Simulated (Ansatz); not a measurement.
# Sc: energy change per atom and pressure against volume scale

Plane-wave DFT, scalar-relativistic PAW made under PBE with cores redone for the functional, no dispersion; the given relaxed cell is scaled uniformly, energy at zero smearing counts from the unscaled cell, pressure at the given Fermi-Dirac smearing is positive in compression. The results are calculated, by Ansatz 0.2.0.

The cell before it is scaled or strained (space group P6_3/mmc, No. 194):
```
CELL_PARAMETERS angstrom
3.27530 0.00000 0.00000
-1.63770 2.83650 0.00000
0.00000 0.00000 5.10540
ATOMIC_POSITIONS crystal
Sc 0.33333 0.66667 0.25000
Sc 0.66667 0.33333 0.75000
```

Settings of every row: spin polarised no; functional PBEsol; wave cutoff 420 eV; smearing width 0.1 eV; k mesh 18x18x10.

Atom starting moment: 0 on all atoms.

```csv
row,volume scale,V (Å³/atom),energy change per atom (meV),pressure (GPa)
1,0.88,20.87,69.49,8.91
2,0.92,21.818,28.26,5.42
3,0.96,22.767,6.1,2.48
4,1.04,24.664,?,?
5,1.08,25.613,26.11,-3.83
6,1.12,26.561,54.36,-5.31
```

Question: what energy change per atom and pressure should row 4 give?

Worked fit of energy change per atom. Take u = (V_r/V)^(2/3) − 1 with V_r = 22.767 Å³ an atom, which is twice the finite (Eulerian) strain; such expansions in the strain, on which the Birch-Murnaghan equation of state is built, carry the rest volume and the bulk modulus. The shown rows have u = 0.05971, 0.02879, 0, -0.07552, -0.09765. Least squares give energy change per atom = 6.06 + 475.1 × u + 9894 × u² meV; a straight line predicts inner rows, each left out in turn, worse (root mean square 26 against 0.57 meV). The rows lie off it by -0.21, 0.32, 0.04, -0.50, 0.35 (root mean square 0.32 meV). The withheld row has u = -0.05196, so the fit gives 6.06 + 475.1 × (-0.05196) + 9894 × (-0.05196)² = 8.09 meV.

The calculation gave 7.39 meV. The fit lies 0.70 meV (9.5 % of the value, 1.1 % of the column's range) above it; its largest miss of a shown row is 0.50 meV.

Worked fit of pressure. Take u = (V_r/V)^(2/3) − 1 with V_r = 22.767 Å³ an atom, which is twice the finite (Eulerian) strain; such expansions in the strain, on which the Birch-Murnaghan equation of state is built, carry the rest volume and the bulk modulus. The shown rows have u = 0.05971, 0.02879, 0, -0.07552, -0.09765. Least squares give pressure = 2.482 + 97.04 × u + 177.1 × u² GPa; a straight line predicts inner rows, each left out in turn, worse (root mean square 0.47 against 0.0074 GPa). The rows lie off it by 0.00, 0.00, 0.00, 0.01, 0.00. The pressure vanishes at u = -0.0269, or V = 23.72 Å³ an atom, and there the bulk modulus at fixed shape and fractions is B = −V dP/dV = (2/3)(1 + u) dP/du = 56.8 GPa. Letting shape and atoms relax would as a rule lower it, by much in layered, chain or molecular crystals. The withheld row has u = -0.05196, so the fit gives 2.482 + 97.04 × (-0.05196) + 177.1 × (-0.05196)² = -2.08 GPa.

The calculation gave -2.08 GPa. The fit meets it to the printed digit.
